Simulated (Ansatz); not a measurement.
**SiH2F2: a line through the functionals**

SiH2F2: 5 atoms, total charge 0, spin state singlet. As SMILES, `F[SiH2]F`. Geometry: relaxed at PBE0-D4/def2-TZVP.

The vertical ionisation energy (to the doublet cation) y, in eV, basis aug-cc-pVDZ; a is the functional's share of exact exchange. Programs: Ansatz 0.2.0.

| functional | program | a | y (eV) |
| --- | --- | --- | --- |
| PBE | Ansatz | 0 | 12.13 |
| revPBE | Ansatz | 0 | 12.11 |
| B3LYP | Ansatz | 0.2 | 12.63 |
| r2SCAN0 | Ansatz | 0.25 | 12.71 |
| PBE0 | Ansatz | 0.25 | ? |
| BHLYP | Ansatz | 0.5 | 12.96 |

Q: Fit y = c + s·a to the known rows and predict PBE0.

A: 
1. Means of the 5 rows: a = 0.1900, y = 12.508.
2. Σ(Δa)² = 0.172, Σ(Δa·Δy) = 0.3009, so the slope is 0.3009/0.172 = 1.7494.
3. Intercept: 12.508 − (1.7494) × 0.1900 = 12.176. The largest residual of the fit is 0.10.
4. PBE0: 12.176 + (1.7494) × 0.25 = 12.61 eV.

The run gave 12.61 eV, so the prediction is off by 0.00 eV: they agree to the digits shown.

The vertical ionisation energy generally rises with the share of exact exchange, but PBE0 breaks the order by lying marginally below B3LYP despite its larger share. The likely reason for the rise is the electron hole: semilocal exchange leaves part of the self-repulsion uncancelled and tends to favour a hole spread too widely, here probably over Si–H bonding and fluorine lone-pair character. This makes the cation too stable relative to the neutral molecule, and exact exchange counteracts it.

The exact hit for PBE0 is partly fortuitous. r2SCAN0, with the same share of 0.25, gives 12.71 eV against 12.61 eV, so the semilocal part and the correlation matter on the scale of the fit's largest residual. The known points also lie below the line at both ends and above it in the middle, which suggests curvature or differences between functional families. The line is therefore a useful interpolation, but its slope is not a pure response to exact exchange, and the match doesn't show which functional comes closest to the true ionisation energy.
